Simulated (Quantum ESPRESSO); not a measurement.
# Shift and splitting of the zone-centre optical modes of rocksalt MgS under uniaxial strain along [001], LDA linear response

The usual rule of thumb says that tension softens an optical phonon, because a stretched bond is a weaker spring. I put it to the test on MgS, since anyone who reads strain from an infrared line needs to know how far the line moves per per cent, and whether every polarisation moves the same way. The cube is stretched or compressed along z by up to 1 % with the x and y edges held. At each strain I have the mode polarised along z (the singlet) and the pair polarised in the x-y plane (the doublet), both without the macroscopic field. Shifts are counted from the unstrained crystal, where all three modes lie at 251.45 cm⁻¹, and tension is positive.

## Calculations

One crystal, MgS (rocksalt) (known phase), relaxed once; z is the cube axis [001]. The cell was stretched along z with the other edges held. Forces on the atoms are under 0.01 eV/Å in every row. Program: Quantum ESPRESSO 7.5, plane waves, LDA, PseudoDojo norm-conserving potentials, scalar-relativistic, no spin-orbit coupling, no spin; linear response. Plane-wave runs: cutoff 1252 eV; k meshes with a least product of divisions and cell-vector length from 28 to 30 Å; fixed occupations. The tabled runs alone: cutoff 1252 eV, k length 29 Å, k mesh 8×8×8.

Notes on method and selection:

- Harmonic values at the static lattice; measured values carry thermal expansion and anharmonic shifts at their temperature.
- For a cubic two-atom crystal the shifts follow the phonon deformation potentials p and q: singlet Δω = [p·ε_zz + q·(ε_xx + ε_yy)]/(2ω₀), doublet Δω = [p·ε_xx + q·(ε_yy + ε_zz)]/(2ω₀).
- In a polar crystal the macroscopic field, left out here, lifts whichever component is longitudinal for the scattering geometry, at rest by 151.8 cm⁻¹.
- Runs that did not converge, have known faults or may not be shown are not listed, and runs on Ansatz's PAW sets soft_1 and soft_2 are kept to separate tables.

Columns:

- uniaxial strain (%): strain along z, the x and y edges held; tension positive.
- stress (GPa): stress along z, tension positive.
- singlet mode (cm⁻¹): zone-centre optical mode, singlet, polarised along z; no LO-TO term, no sum rule.
- doublet mode (cm⁻¹): zone-centre optical mode, doublet, polarised in the x-y plane; no LO-TO term, no sum rule.
- splitting (cm⁻¹): singlet minus doublet.

Input lines of one member:

```
phonons
&INPUTPH
  prefix = 'x'
  outdir = './tmp'
  fildyn = 's.dyn'
  tr2_ph = 1.0d-18
/
0.000000000000 0.000000000000 0.000000000000
```

Command (options for logging and memory left out): `OMP_NUM_THREADS=1 mpirun -n 4 ph.x -nk 4 -in ph.in > ph.out`

## Table of results

| member | uniaxial strain (%) | stress (GPa) | singlet mode (cm⁻¹) | doublet mode (cm⁻¹) | splitting (cm⁻¹) |
| --- | --- | --- | --- | --- | --- |
| −1.0 % | −1.0 | −1.73 | 275.73 | 249.67 | 26.06 |
| −0.5 % | −0.5 | −0.84 | 263.55 | 250.60 | 12.95 |
| +0.0 % | 0.0 | 0.00 | 251.45 | 251.45 | 0.00 |
| +0.5 % | 0.5 | 0.80 | 239.40 | 252.23 | −12.83 |
| +1.0 % | 1.0 | 1.54 | 227.38 | 252.93 | −25.55 |

Least-squares fits to the whole series, with x = uniaxial strain (%); R² and errors in the fitted variable (y, or ln y where the fit is in ln y):

| y | members | fit | R² | rms residual | leave-one-out rms | the same for the mean of the others |
| --- | --- | --- | --- | --- | --- | --- |
| singlet mode (cm⁻¹) | 5 | y = 251.5 − 24.17 x | 1.00 | 0.045 | 0.093 | 21 |
| doublet mode (cm⁻¹) | 5 | y = 251.376 + 1.63000 x | 1.00 | 0.063 | 0.13 | 1.4 |

## The trend and its physics

The rule holds for only one of the two lines. From −1.0 % to +1.0 % the singlet falls at every step, from 275.73 to 227.38 cm⁻¹, while the doublet rises at every step, from 249.67 to 252.93 cm⁻¹. The fitted slopes are −24.17 and +1.63 cm⁻¹ per per cent, so the splitting, singlet minus doublet, changes by −24.17 − 1.63 = −25.80 cm⁻¹ per per cent.

For a model I start from the motion itself. At the zone centre the Mg and S sublattices move rigidly against each other, so each polarisation obeys μω² = k, with μ the reduced mass and k the restoring force per unit of relative displacement. Both atoms stay on inversion centres, so no internal shift of the atoms enters.

I first assume that k is linear in the strain ε along z. Then ω² = ω₀² + pε for the singlet and ω² = ω₀² + qε for the doublet, with a common ω₀ because the unstrained crystal is cubic.

I then assume that the shift Δω is small against ω₀, so that ω² − ω₀² ≈ 2ω₀Δω. This leaves Δω = pε/(2ω₀) for the singlet and Δω = qε/(2ω₀) for the doublet, with three parameters in all.

The signs fit a simple picture of the bonds. Motion along z works head-on against the two z bonds, whose stiffness comes from the steep overlap repulsion and drops quickly as they lengthen, so p is large and negative. Motion in the plane works head-on against bonds of unchanged length and only shears the z bonds sideways. Repulsion along a sheared bond pushes the ion further off its site, and this push weakens as the bond lengthens, which makes a positive contribution to q. The electrostatic forces change with the cell as well, and the frequencies show only the sum.

## Fixing and testing the model

I fix the model on the unstrained crystal and the +0.5 % member. The first gives ω₀ = 251.45 cm⁻¹. The second gives the slopes p/(2ω₀) = (239.40 − 251.45) / 0.5 = −24.10 and q/(2ω₀) = (252.23 − 251.45) / 0.5 = +1.56 cm⁻¹ per per cent.

At +1.0 % the singlet should lie at 251.45 − 24.10 = 227.35 cm⁻¹, against 227.38 in the table, and the doublet at 251.45 + 1.56 = 253.01, against 252.93.

At −0.5 % the singlet comes to 251.45 + 0.5 × 24.10 = 263.50 cm⁻¹, against 263.55, and the doublet to 251.45 − 0.5 × 1.56 = 250.67, against 250.60.

At −1.0 % the singlet comes to 251.45 + 24.10 = 275.55 cm⁻¹, against 275.73, and the doublet to 251.45 − 1.56 = 249.89, against 249.67.

The rms miss over these three members is 0.11 cm⁻¹ for the singlet and 0.14 cm⁻¹ for the doublet. For scale, guessing each of the five members from the mean of the others gives rms misses of 21 and 1.4 cm⁻¹.

The same two slopes show what changes when the sides are free. Suppose that a bar pulled along z contracts sideways by roughly 0.2 % for each per cent of stretch. The doublet then feels p through its own axis and shifts by 0.2 × 24.10 + (1 − 0.2) × 1.56 ≈ +6 cm⁻¹ per per cent, about four times the value with held edges. The singlet slope hardly changes, at −24.10 − 0.4 × 1.56 ≈ −25 cm⁻¹ per per cent.

## Departures from the trend

Largest departures from the fit to the whole series:

| member | singlet mode (cm⁻¹) | fit | computed − fit | in rms residuals |
| --- | --- | --- | --- | --- |
| −1.0 % | 275.73 | 275.67 | +0.06 | 1.3 |
| +0.0 % | 251.45 | 251.50 | −0.05 | 1.1 |
| +1.0 % | 227.38 | 227.33 | +0.05 | 1.1 |
| −0.5 % | 263.55 | 263.58 | −0.03 | 0.8 |

The largest misses are at −1.0 %, where the model puts the singlet 0.18 cm⁻¹ too low and the doublet 249.89 − 249.67 = 0.22 cm⁻¹ too high. The second matters more, because the doublet has moved by only 251.45 − 249.67 = 1.78 cm⁻¹ there. Its steps per half per cent shrink steadily towards tension: 0.93, 0.85, 0.78 and 0.70 cm⁻¹.

The assumption that fails is the linear k. For the singlet, ω² drops by 275.73² − 263.55² = 6568 cm⁻² in the first step and by 239.40² − 227.38² = 5611 cm⁻² in the last, where a linear k would give equal steps. Each step is about 5 % smaller than the one before, as an exponential repulsion between neighbours would make it.

The singlet nevertheless looks straight in ω, because the small-shift approximation errs the other way and nearly cancels this curvature. If I keep the linear k but take the exact root, −1.0 % comes out at √(251.45² + 2 × (251.45² − 239.40²)) = 273.96 cm⁻¹, which is 275.73 − 273.96 = 1.77 cm⁻¹ too low.

## Conclusions

Within ±1 % and with the side edges held, the singlet moves by about −24 cm⁻¹ per per cent, the doublet by +1.6 and the splitting by −26. Light travelling along z excites only the doublet and is nearly blind to this strain. Light travelling in the plane, polarised first along z and then across it, gives the splitting, where 1 cm⁻¹ corresponds to about 0.04 % of strain.

Two omitted effects can swamp the signal. The macroscopic field raises a longitudinal mode by 151.8 cm⁻¹ at rest, three times the whole range of the singlet. Thermal expansion stretches all three axes alike and lowers both lines. By the slopes above, each 0.1 % of linear expansion shifts them by 0.1 × (−24.10 + 2 × 1.56) ≈ −2.1 cm⁻¹, more than the doublet moves for a full per cent of strain along z, but this largely cancels in the splitting.

[Logs are printed without paths, hosts, clocks, repeated set-up lines and the standing remarks that a program may print on its own settings, such as how far it seeks lower states.]
